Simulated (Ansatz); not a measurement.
**Ligand exchange: C2H4ClI + GeH3Cl → CHCl2I + GeH3(CH3)**

Species: C2H4ClI `CC(Cl)I`, singlet; GeH3Cl (chlorogermane) `[Cl][GeH3]`, singlet; CHCl2I (dichloroiodomethane) `ClC(Cl)I`, singlet; GeH3(CH3) (methyl germane), singlet. The partners trade CH3 for Cl: C–CH3 and Ge–Cl bonds give way to C–Cl and Ge–CH3.

Shapes, held fixed at every level: PBE0-D4/def2-TZVP. Programs: Ansatz 0.2.0. The zero-point and thermal change to 298 K, harmonic and unscaled (PBE0-D4/def2-TZVP), is -5.7 kJ/mol.

```tsv
level	kind	ΔH(298 K) (kJ/mol)	less CCSD(T)/def2-TZVPP	CPU time (sum over the molecules)
HF/def2-SVP	Hartree–Fock	+169.2	+35.7	–
PBE-D4/def2-TZVPP	GGA	+122.6	-10.9	20 s
BHLYP-D4/def2-TZVPP	global hybrid	+143.2	+9.7	26 s
r2SCAN0-D4/def2-TZVPP	global hybrid	+138.6	+5.1	39 s
B2PLYP/def2-TZVPP	double hybrid	+133.9	+0.4	44 s
CCSD/def2-TZVPP	coupled cluster or CI	+137.1	+3.6	–
CCSD(T)/def2-TZVPP	coupled cluster or CI	+133.5	0.0	9 min
```

The highest level, CCSD(T)/def2-TZVPP, gives ΔH(298 K) = +133.5 kJ/mol; the levels span +122.6 to +169.2. The column of differences is taken from that level and isn't an error. No measured value is set beside it here. For atoms past krypton def2 sets carry core potentials with scalar relativity. Relativity is left out for Ge. Outer-core shells of Ge, I are correlated in most correlated rows, in sets that cover them unevenly. Times are processor times on shared x86 and Arm servers, and rough.

The exchange is strongly endothermic at every level, so enthalpy favours chlorine on germanium and methyl on carbon. The main reason is the polarity of the Ge–Cl bond: germanium is more electropositive than carbon, and its bond to chlorine gains much more from charge separation than C–Cl does. The new Ge–CH3 bond can't make up for losing both Ge–Cl and a strong C–C bond. Crowding of three halogens on one carbon in CHCl2I probably adds to the cost.

Hartree–Fock puts the reaction enthalpy far too high relative to CCSD(T), which suggests that correlation favours the products, perhaps through the closely packed halogen lone pairs, though its smaller basis may contribute. Connected triples lower the CCSD value only slightly, so the sign and rough size of the enthalpy are secure. B2PLYP's near coincidence with CCSD(T) may owe something to cancellation and, in a single reaction, doesn't establish general accuracy. The total alone can't divide the cost between Ge–Cl polarity and halogen crowding.
